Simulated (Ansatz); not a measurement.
# YRh2: energy above lowest point against volume scale

All results are calculated (Ansatz 0.2.0). Free energy against uniform scaling of the volume at fixed shape and fractions; periodic cell, basis, potentials, k mesh and filling as listed.

The cell before it is scaled or strained (space group Fd-3m, No. 227):
```
YRh2
1.0
      0.0000     3.7490     3.7490
      3.7490     0.0000     3.7490
      3.7490     3.7490     0.0000
Y Rh
2 4
Direct
  0.00000 0.00000 0.00000
  0.25000 0.25000 0.25000
  0.62500 0.62500 0.62500
  0.12500 0.62500 0.62500
  0.62500 0.62500 0.12500
  0.62500 0.12500 0.62500
```

Settings of every row: functional LDA; dispersion none; potentials PAW; wave cutoff 320 eV; density cutoff 1280 eV; k mesh 6x6x6; k shift 0x0x0; occupations cold; smearing width 0.1 eV; spin none; xc grid level 1.

Limits: coarse k mesh, up to 40 meV an atom off; cutoff under the advised one.

| row | volume scale | V (Å³/atom) | energy above lowest point (meV/atom) |
| --- | --- | --- | --- |
| 1 | 0.94 | 16.51 | 2.1 |
| 2 | 0.96 | 16.862 | 0 |
| 3 | 0.98 | 17.213 | 6.4 |
| 4 | 1 | 17.564 | ? |
| 5 | 1.02 | 17.915 | 39.8 |
| 6 | 1.04 | 18.267 | 66.2 |
| 7 | 1.06 | 18.618 | 97.1 |

Question: what energy above lowest point should row 4 give?

Worked fit of energy above lowest point. Take u = (V_r/V)^(2/3) − 1 with V_r = 17.564 Å³ an atom, which is twice the finite (Eulerian) strain; such expansions in the strain, on which the Birch-Murnaghan equation of state is built, carry the rest volume and the bulk modulus. The shown rows have u = 0.04212, 0.02757, 0.01355, -0.0131, -0.02582, -0.03811. Least squares give energy above lowest point = 19.86 − 1267.3 × u + 20028 × u² meV/atom; a straight line predicts inner rows, each left out in turn, worse (root mean square 12 against 0.24 meV/atom). The rows lie off it by 0.1, -0.1, 0.0, -0.1, 0.3, -0.1. Its lowest point lies at u = 0.0316, or V = 16.76 Å³ an atom, and the curvature there gives the bulk modulus at fixed shape and fractions, B = (4/9)(1 + u)² E″(u)/V = 181 GPa. The withheld row has u = 0, so the fit gives 19.86 − 1267.3 × (0) + 20028 × (0)² = 19.9 meV/atom.

The calculation gave 19.5 meV/atom. The fit lies 0.4 meV/atom (2.1 % of the value, 0.41 % of the column's range) above it; its largest miss of a shown row is 0.3 meV/atom.
